# Scaling of the Anderson bound in a half-filled chain

**The bound.** Let $\Phi,\Phi'$ be determinants of $N$ orthonormal orbitals of one spin, $|i\rangle$ and $|j'\rangle$, with projectors $P,P'$, $Q'=1-P'$ and $M_{ij}=\langle i|j'\rangle$. Then $|\langle\Phi|\Phi'\rangle|^2=\det MM^\dagger=\det(1-PQ'P)$.

*Predict: what does $\ln(1-\lambda)\le-\lambda$ give?* The eigenvalues of $PQ'P$ lie in $[0,1]$, so (Anderson, 1967)
$$|\langle\Phi|\Phi'\rangle|^2\le e^{-I},\qquad I=\mathrm{tr}\,PQ'P=\sum_{i\,\rm occ}\sum_{j'\,\rm empty}|\langle i|j'\rangle|^2 .$$
Two spins double $I$.

**Dimensions.** Take a ring of $L=2N$ sites ($N$ odd), hopping $t$, spacing $a$, $\epsilon_k=-2t\cos k$ with $k$ in $1/a$, and $V>0$ on site 0. *Predict the independent groups.* Only $v=V/2t$ and $N$; particle-hole symmetry makes $I$ even in $v$. Odd orbitals are untouched. Even ones, $\cos(k|x|-\delta)$, obey $\tan\delta=v/\sin k$; below, $\delta=\arctan v$ is the Fermi-level value and $\eta=\delta/\pi$.

**The logarithm.** Exactly, $\langle i|j'\rangle=V\phi_i(0)\psi_{j'}(0)/(\epsilon'_j-\epsilon_i)$. Near the Fermi level $\phi(0)^2=1/N$, $\psi(0)^2\simeq\cos^2\delta/N$, and the denominators are $(2\pi t/N)(s+\eta)$, shared by $s=1,2,\dots$ pairs. *Predict the sum.* It is $(\sin^2\delta/\pi^2)\sum_s s/(s+\eta)^2$, logarithmic up to $s\sim N$. Matching to the integral over the band and adding $(\delta-\sin\delta\cos\delta)/\pi$ from the state split off above it gives, for large $N$,
$$I=\frac{\sin^2\delta}{\pi^2}\,[\ln N+C],$$
$$C=\ln\frac2\pi+1-\psi(1+\eta)-\eta\psi'(1+\eta)+\frac{\frac\pi2(\delta-\sin\delta\cos\delta)+\frac{\delta^2}2-\delta\sin\delta\cos\delta}{\sin^2\delta},$$
with $\psi$ here the digamma function. Orthogonality as $N\to\infty$ follows whenever $\sin\delta\ne0$, hence for any $V\neq0$.

**What the bound drops.** The full series is $-\ln|\langle\Phi|\Phi'\rangle|^2=\sum_n\mathrm{tr}(PQ'P)^n/n$. Its known large-$N$ behaviour, quoted without proof, is $(\delta^2/\pi^2)\ln N$. *Predict where the first term suffices.*

**Weak impurity, $v\ll1$.** Here $\sin^2\delta=v^2-v^4$ and $\delta^2=v^2-\tfrac23v^4$, so the true exponent exceeds the bound's by the fraction $v^2/3$. Also $C=0.626+0.865\,v^2$, from $\ln(2/\pi)+\gamma_E+\tfrac12$ and $\tfrac12+3\zeta(3)/\pi^2$, with $\gamma_E$ Euler's constant. At order $v^2$ the leading finite-size term inside the bracket is $-(\pi^2/12N^2)\ln N$.

**Strong impurity, $v\gg1$.** Now $\delta=\pi/2-1/v$, so $\sin^2\delta=1-v^{-2}$, $\delta^2/\pi^2=\tfrac14-1/(\pi v)$ and $C=3.746-5.82/v$, from $\ln(8/\pi)+\gamma_E+1+\pi^2/8$ and $\pi+7\zeta(3)/\pi$. The exponents saturate at $1/\pi^2$ and $1/4$, a ratio of 2.47: the dropped terms outweigh the kept one. The crossover is at $v\sim1$, or $V\sim2t$.

**Small and large $N$.** For $N=3$, $v\to\infty$, the $2\times2$ even block gives $I=0.519$ (asymptotic formula 0.491) and overlap squared $0.481\le e^{-I}=0.595$. For $\ln N<C$ the constant dominates; at $v\to\infty$ expelling half an electron from site 0 alone contributes $1/2$ to $I$. The bound falls to $1/e$ at $\ln N^*=\pi^2/\sin^2\delta-C$. *Predict $N^*$ for $v=0.1$ before reading on.*

**Numbers.** With assumed model inputs $t=1$ eV, $a=0.25$ nm, $N=1001$ (circumference 500.5 nm), per spin:

| $V$ (eV) | $\sin^2\delta/\pi^2$ | $\delta^2/\pi^2$ | $C$ | $I$ | $e^{-I}$ | $\ln N^*$ |
|---|---|---|---|---|---|---|
| 0.2 | 0.001003 | 0.001007 | 0.634 | 0.00757 | 0.992 | 996 |
| 2 | 0.0507 | 0.0625 | 1.205 | 0.411 | 0.663 | 18.5 |
| $\infty$ | 0.101 | 0.250 | 3.746 | 1.08 | 0.340 | 6.1 |

The clean ring's gap $4t\sin(\pi/L)=6.28$ meV equals $k_B\times73$ K; a ground-state overlap describes this ring only well below that temperature. In the model a cut chain reaches $I=1$ at $N^*\approx457$, or $2N^*a\approx228$ nm; $V=2$ eV needs $N^*\approx1.1\times10^8$, or $5.6\times10^7$ nm; and for $V=0.2$ eV the required $e^{996}$ electrons lie beyond any sample.